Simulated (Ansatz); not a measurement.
# A series in volume per atom on Ag

All results are calculated (Ansatz 0.2.0). Periodic Kohn-Sham DFT of a crystal at fixed atoms; pressure and stress are positive in compression; the energy is the free energy less that of spherical unpolarised free atoms; site moments are those in the method's own spheres, positive along +z.

Cell of the first row (space group Fm-3m, No. 225):
```
Ag
1.0
      0.0000     2.0014     2.0014
      2.0014     0.0000     2.0014
      2.0014     2.0014     0.0000
Ag
1
Direct
  0.00000 0.00000 0.00000
```

Settings of every row: method all-electron LAPW; functional PBEsol; relativity scalar; k mesh 15x15x15; filling fermi-dirac; smearing width 0.03 eV; basis error target 0.5 meV/atom; nucleus gaussian.

Atom start moment: 0 on all atoms.

```csv
row,volume per atom (Å³),pressure (GPa),energy less free atoms (eV/atom)
1,16.033,4.856,-3.2901
2,16.375,1.962,-3.2973
3,16.716,-0.57,-3.2987
4,16.886,?,?
5,17.057,-2.78,-3.2951
6,17.227,-3.776,-3.2916
7,17.398,-4.705,-3.2871
8,17.739,-6.378,-3.2752
9,18.08,-7.82,-3.2601
```

Question: what pressure and energy less free atoms should row 4 give?

Worked fit of pressure. Take u = (V_r/V)^(2/3) − 1 with V_r = 17.142 Å³ an atom, which is twice the finite (Eulerian) strain; such expansions in the strain, on which the Birch-Murnaghan equation of state is built, carry the rest volume and the bulk modulus. The shown rows have u = 0.0456, 0.03099, 0.01692, 0.00332, -0.00329, -0.00983, -0.02256, -0.03489. Least squares give pressure = −3.2863 + 150.332 × u + 599.49 × u² + 432 × u³ GPa; a parabola predicts inner rows, each left out in turn, worse (root mean square 0.0072 against 0.0017 GPa). The rows lie off it by 0.000, 0.001, -0.001, 0.001, -0.002, 0.002, 0.000, 0.000. The pressure vanishes at u = 0.0202, or V = 16.64 Å³ an atom, and there the bulk modulus at fixed shape and fractions is B = −V dP/dV = (2/3)(1 + u) dP/du = 119 GPa. The withheld row has u = 0.01008, so the fit gives −3.2863 + 150.332 × (0.01008) + 599.49 × (0.01008)² + 432 × (0.01008)³ = -1.710 GPa.

The calculation gave -1.713 GPa. The fit lies 0.003 GPa (0.024 % of the column's range) above it; its largest miss of a shown row is 0.002 GPa.

Worked fit of energy less free atoms. Take u = (V_r/V)^(2/3) − 1 with V_r = 17.142 Å³ an atom, which is twice the finite (Eulerian) strain; such expansions in the strain, on which the Birch-Murnaghan equation of state is built, carry the rest volume and the bulk modulus. The shown rows have u = 0.0456, 0.03099, 0.01692, 0.00332, -0.00329, -0.00983, -0.02256, -0.03489. Least squares give energy less free atoms = −3.29347 − 0.5275 × u + 12.692 × u² + 11 × u³ eV/atom; a parabola predicts inner rows, each left out in turn, worse (root mean square 0.00018 against 3.3e-05 eV/atom). All shown rows lie on it to the printed digit. Its lowest point lies at u = 0.0202, or V = 16.63 Å³ an atom, and the curvature there gives the bulk modulus at fixed shape and fractions, B = (4/9)(1 + u)² E″(u)/V = 119 GPa. The withheld row has u = 0.01008, so the fit gives −3.29347 − 0.5275 × (0.01008) + 12.692 × (0.01008)² + 11 × (0.01008)³ = -3.2975 eV/atom.

The calculation gave -3.2975 eV/atom. The fit meets it to the printed digit.
